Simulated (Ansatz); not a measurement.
A family of molecules: the vertical ionisation energy

One atom is swapped for its congeners: SiH3(OH); SiH3(SH); SiH3(SeH); SiH3(TeH). All are singlets with charge 0.

Shapes, held fixed at every level: PBE0-D4/def2-TZVP. Programs: Ansatz 0.2.0. Values in eV.

(1) How should the vertical ionisation energy change along the series?

Results:

(1) At B2PLYP/def2-TZVPP the vertical ionisation energy falls at every step, from 11.45 to 8.67 eV. Every level shows the same order. For atoms past krypton def2 sets carry core potentials with scalar relativity. Relativity is left out for Se unless named. Correlated rows may include outer-core shells of Se, Te, which these sets cover unevenly. The lone pairs of the heavier congeners lie higher, so an electron comes off more easily. Spin-orbit coupling, which grows down the group, is left out.

| level | SiH3(OH) | SiH3(SH) | SiH3(SeH) | SiH3(TeH) |
| --- | --- | --- | --- | --- |
| PBE-D4/def2-TZVPP | 10.92 | 9.72 | 9.28 | 8.60 |
| r2SCAN-D4/def2-TZVPP | 11.07 | 9.79 | 9.35 | 8.63 |
| B3LYP-D4/def2-TZVPP | 11.29 | 9.90 | 9.44 | 8.74 |
| PBE0-D4/def2-TZVPP | 11.25 | 9.85 | 9.38 | 8.67 |
| wB97M-V/def2-TZVPP | 11.45 | 9.96 | 9.40 | 8.66 |
| wB97X-V/def2-TZVPP | 11.50 | 9.97 | 9.45 | 8.72 |
| B2PLYP/def2-TZVPP | 11.45 | 9.88 | 9.39 | 8.67 |

The fall is uneven: by far the largest drop comes between oxygen and sulfur, the smallest between sulfur and selenium, and the step to tellurium is larger again, at every level. The electron most likely leaves a chalcogen p-type lone pair. In oxygen this is the 2p shell, which has no inner p shell to stay orthogonal to and is therefore unusually compact and tightly bound; from sulfur onwards the valence p orbitals are more diffuse. Selenium follows the filling of the 3d shell, whose incomplete screening raises the effective nuclear charge and holds its 4p electrons more tightly than size alone would suggest, hence the small step from sulfur.

The levels differ most for the silanol, from 10.92 to 11.50 eV, and least for the tellurium compound, probably because a hole in the compact oxygen lone pair is more sensitive to the treatment of exchange. The order is thus secure against the choice of functional, but these vertical energies don't show how much each cation would gain by relaxing its geometry.
